Silicon, nickel and platinum differ in mass by up to a factor of seven, so a crystal made of all three might be expected to take up heat in stages. The slow vibrations would wake first, the fast ones later, and the heat capacity would show a shoulder in between. A second naive expectation is that something happens near room temperature, where the vibrational free energy changes sign. The calculated columns show neither.

Ansatz 0.2.0, PBE with plane waves and PAW, scalar-relativistic, without spin polarisation: harmonic phonons of Si4Ni3Pt (P4mm, 8-atom cell) by linear response on a 2×2×2 q mesh. Wave cutoff 420 eV, 8×8×8 k mesh, Fermi–Dirac smearing of 0.15 eV. Values are per atom at constant volume; the free energy includes the zero-point energy.

```tsv
temperature (K)	phonon entropy (kB/atom)	phonon free energy (meV/atom)	phonon heat capacity (kB/atom)
100	0.949	37.9	1.511
200	2.329	23.5	2.404
300	3.370	-1.2	2.701
400	4.166	-33.8	2.824
500	4.803	-72.6	2.885
600	5.332	-116.3	2.919
700	5.784	-164.3	2.940
800	6.177	-215.8	2.954
900	6.526	-270.6	2.963
1000	6.838	-328.2	2.970
```

## What happens

No row breaks the pattern. The heat capacity climbs by 0.893 $k_B$ per atom between 100 and 200 K, by less in every later step, and by only 0.007 in the last. It approaches 3 without a shoulder or a peak. Entropy rises and free energy falls throughout.

The free energy gives a sharper test for an odd row, because its slope is minus the entropy. Between neighbouring rows it must therefore fall by the area under the entropy curve. With the curvature taken from the heat capacity, the two agree within 0.07 meV per atom, which is inside the rounding of the free energies. This guards against a slip in a single row; it does not test the physics, since any set of harmonic vibrations obeys the same relation.

The change of sign is not an event either. At zero temperature the free energy is the zero-point energy, 40.69 meV per atom, and heating pulls it down from there. At 300 K it stands at −1.2 meV and falls by about 0.29 meV per kelvin ($3.370 \times 0.0862$), so it passed zero some 4 K earlier. Nothing in the crystal changes at that point: the thermal term has merely grown as large as the zero-point energy.

## Why there is no kink

All ten rows describe the same crystal with the same vibrational frequencies. Temperature only decides how far each vibration is excited. A vibration with quantum $\varepsilon$ is nearly frozen when the thermal energy $kT$ is much smaller than $\varepsilon$, and takes up its full classical share of heat when $kT$ is much larger. The passage between the two is gradual.

How gradual can be seen from the two extreme optical vibrations at the zone centre, at 57 and 425 cm⁻¹. At 100 K the softer one already has 95 % of its classical heat capacity, the harder one only 8 %. Doubling the temperature brings the hard one to 48 %, so even then it is only half awake. A single vibration thus needs much more than a doubling of temperature to thaw. The other optical frequencies at the zone centre lie between these two, and the acoustic branches run down to zero. The thawing ranges therefore overlap, and no shoulder shows in the sum from 100 K upwards. The table alone is a weak test of this: the softest optical vibration has almost finished thawing by the first row, so a shoulder between it and the harder ones would be expected below 100 K, where there are no rows. The masses do less to separate them than it seemed: frequency varies with the inverse square root of mass, so at equal stiffness a factor of seven in mass is only about 2.6 in frequency. The optical frequencies here span a factor of 7.5, so differences in stiffness widen the spread, but the range is filled in rather than split into one group per element.

The approach to 3 follows a simple rule. Once $kT$ exceeds most of the quanta, the heat capacity $C$, in $k_B$ per atom, is

$$C \approx 3 - \frac{\langle \varepsilon^2\rangle}{4\,(kT)^2},$$

where the brackets denote the average over all vibrations. Doubling the temperature should then cut the shortfall from 3 to a quarter. From 500 to 1000 K it shrinks by a factor of 3.8, close to that. From 100 to 200 K the factor is only 2.5, because the hard vibrations are still largely frozen and the formula does not yet apply. The rule fades out towards the cold end and does not snap at any row.

## How far a single frequency goes

How much of this smooth rise could a single frequency reproduce? The natural choice is the average one, although the crystal has a wide spread of them.

The average follows from the zero-point energy. Each atom contributes three vibrations, and each of these holds half a quantum at rest:

$$\varepsilon = \tfrac{2}{3}\times 40.69\ \text{meV} = 27.1\ \text{meV},$$

or 219 cm⁻¹. If every vibration had this quantum, the crystal would be an Einstein solid, with

$$C = 3\,\frac{x^2 e^x}{(e^x-1)^2},\qquad x=\frac{\varepsilon}{kT}.$$

At 300 K, $kT$ is 25.85 meV, so $x = 1.049$ and $e^x = 2.856$. The heat capacity becomes $3\times 1.101\times 2.856/1.856^2 = 2.74$, against 2.701 in the table. No heat capacity was used to set the frequency. The zero-point energy does come from the same set of vibrations, however, so the comparison asks whether one number can stand for the whole spectrum. It does not ask whether the vibrations are truly harmonic.

For the heat capacity one number nearly suffices. The largest miss is at 100 K, where the estimate lies 8 % below the table. At 200 K it lies 2 % above, and at higher temperatures it stays above by less and less. The change of sign could be mistaken for a peculiarity of the coldest row, but it comes from the spread of frequencies.

At 100 K the average vibration has reached 46 % of its classical heat capacity. Plotted against frequency, this share falls along an S-shaped curve, which at that level is already flattening towards zero. A softer vibration therefore gains more than one that is harder by the same amount loses, and the spread raises the total. At 200 K the average vibration stands at 82 %. Now the soft ones have little room left to gain, while the hardest lags far behind, so the spread lowers the total.

## Where the single frequency fails in every row

Entropy tells a different story. The tabulated entropy exceeds the one-frequency estimate by 0.36 to 0.40 $k_B$ per atom in every row. At 1000 K, where the heat capacity is matched to 0.2 %, the entropy is still 5 % too low. The simple picture therefore fails through a steady offset, which no search for an odd row would reveal.

The reason is that entropy remembers frequencies which the heat capacity forgets. For a warm crystal

$$S \approx 3 + 3\ln(kT) - 3\,\langle \ln \varepsilon\rangle .$$

Doubling the temperature adds $3\ln 2 = 2.079$ $k_B$ per atom whatever the frequencies are; the table gives 2.035 between 500 and 1000 K. The frequencies enter only through a constant, so an error in them is never forgotten on heating.

That constant holds the average of the logarithm, which gives soft vibrations more weight than the plain average does. A soft vibration swings widely and has many thermally accessible states, and this is what entropy counts. The offset at 1000 K implies a logarithmic average about 11 % below the plain one, since $e^{-0.358/3}=0.89$. In the free energy this amounts to 30 meV per atom at 1000 K.

The same reasoning carries over to a neighbouring crystal. If all its frequencies were 10 % higher, each heat capacity would be reached at a temperature 10 % higher. Its entropy, once warm, would be lower by $3\ln 1.1 = 0.29$ $k_B$ per atom. The curves would remain just as smooth.

## Where a break would come from

A real break needs a change of state, not just more heat in the same vibrations. If the crystal switched abruptly to another structure or melted, the entropy would jump and the free energy would bend sharply. A gradual loss of magnetic or atomic order would usually show as a peak in the heat capacity. None of this can appear here, because structure, atomic arrangement and frequencies are held fixed. Magnetism was switched off from the start, so whether nickel would carry moments in this crystal remains untested.

Disorder between nickel and platinum could be sizeable. The metals fill half of the sites in the ratio three to one. A fully random arrangement would add $\tfrac12(-\tfrac34\ln\tfrac34-\tfrac14\ln\tfrac14)=0.28$ $k_B$ per atom to the entropy. That is an upper limit from ideal mixing, and how much of it this crystal would gain at a given temperature is not known from these data.

The plateau near 3 must not be read as good behaviour at 1000 K. Harmonic vibrations have to end there. A real metal also expands, its vibrations become anharmonic, and its electrons take up heat, and these effects can lift the measured value above 3. The run gives a rough size for the electrons. Its smearing term of 0.1682 eV per cell at a width of 0.15 eV is an electronic entropy of 0.14 $k_B$ per atom. If that scales in proportion to temperature, the electrons would add about 0.08 $k_B$ per atom to the heat capacity at 1000 K, more than the 0.030 still missing from 3.

## What to do about it

The composition is that of nickel monosilicide with a quarter of the nickel replaced by platinum. Nickel monosilicide normally has an orthorhombic structure, however, while the cell treated here is tetragonal and may be only metastable. No temperature of formation can be read from its free energy, least of all from the point where it crosses zero. Which silicide is stable depends on the free-energy difference between the competing phases at equal overall composition, with the static energies included; how fast it forms is a separate question.

In the vibrational part of that difference the soft vibrations deserve the most care, because an error of a few cm⁻¹ is a larger fraction of a low frequency than of a high one. Suppose one of the 24 vibrational branches came out at half its true frequency. The warm entropy would be too high by $\ln 2/8 = 0.087$ $k_B$ per atom. At 700 K the free energy would then be too low by $0.087\times 0.0862\times 700 \approx 5$ meV per atom. A soft branch is already classical at that temperature, so the heat capacity would hardly move and the table would look as smooth as before.

The present calculation leaves room for errors of this kind. Its vibrations rest on a coarse mesh of wave vectors, and the run carries a warning that the interpolation between the mesh points is in doubt, because some atom pairs have several equally near periodic images. Its electrons are smeared as if they were at about 1700 K, which can hide a soft-mode instability. The only vibrations left out are the three uniform translations of the crystal, so no instability was found, but this holds only for that mesh and its interpolation. No run with a finer mesh or less smearing is at hand to show how far the soft frequencies would shift.

The useful check is therefore to repeat the calculation with finer meshes for both vibrations and electrons and with smaller smearing, and to compare entropies, not heat capacities. A spin-polarised run should come first, since magnetic moments could change the forces themselves. For the choice between silicides, each candidate phase then needs its own set of vibrations at matched settings. An abrupt transition between two of them will appear as a crossing of two smooth free-energy curves, not as a kink in either one.
